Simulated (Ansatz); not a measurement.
# Ligand exchange: C2H5ClSn + C2H3F3 → C2H5FSn + C2H3ClF2

Species: C2H5ClSn `C=[CH][SnH2][Cl]`, singlet; C2H3F3 `CC(F)(F)F`, singlet; C2H5FSn `C=[CH][SnH2][F]`, singlet; C2H3ClF2 (1-chloro-1,1-difluoroethane) `CC(F)(F)Cl`, singlet. The partners trade Cl for F: Sn–Cl and C–F bonds give way to Sn–F and C–Cl.

Shapes, held fixed at every level: PBE0-D4/def2-TZVP. Flexible molecules stand in one conformer, not always the lowest. Programs: Ansatz 0.2.0. The zero-point and thermal change to 298 K, harmonic and unscaled (PBE0-D4/def2-TZVP), is -2.7 kJ/mol.

```
              level                    kind  ΔH(298 K) (kJ/mol)  less CCSD(T)/def2-TZVPP
        HF/def2-SVP            Hartree–Fock              +118.1                    +45.0
      HF/def2-TZVPP            Hartree–Fock               +96.5                    +23.4
BHLYP-D4/def2-TZVPP           global hybrid               +80.9                     +7.8
 PBE0-D4/def2-TZVPP           global hybrid               +74.4                     +1.3
 wB97M-V/def2-TZVPP  range-separated hybrid               +71.2                     -1.9
     MP2/def2-TZVPP     perturbation theory               +70.5                     -2.6
      CCSD/def2-SVP   coupled cluster or CI               +89.6                    +16.5
 CCSD(T)/def2-TZVPP   coupled cluster or CI               +73.1                      0.0
```

The highest level, CCSD(T)/def2-TZVPP, gives ΔH(298 K) = +73.1 kJ/mol; the levels span +70.5 to +118.1. The column of differences is taken from that level and isn't an error. No measured value is set beside it here. For atoms past krypton def2 sets carry core potentials with scalar relativity. Outer-core shells of Sn are correlated in most correlated rows, in sets that cover them unevenly.

The exchange is clearly uphill at every level, so for these isolated molecules chlorine belongs on tin and fluorine on carbon. Bond polarity alone would suggest the reverse, since tin is the more electropositive partner. What outweighs it is the strength of the C–F bond, with its compact, well-matched 2p overlap, probably reinforced by donation from fluorine lone pairs into neighbouring C–F antibonding orbitals, which is weakened when one of three geminal fluorines is replaced by chlorine.

Hartree–Fock exaggerates the cost even in the larger basis, so electron correlation favours the Sn–F/C–Cl side. The drop from +118.1 to +96.5 kJ/mol between the two Hartree–Fock rows suggests that the small basis serves the strongly anionic fluorine on tin poorly. The high CCSD value probably has the same origin in the main, though it also lacks triples. The result doesn't carry over directly to condensed phases, where organotin fluorides often associate through Sn–F–Sn bridges that would favour the products.
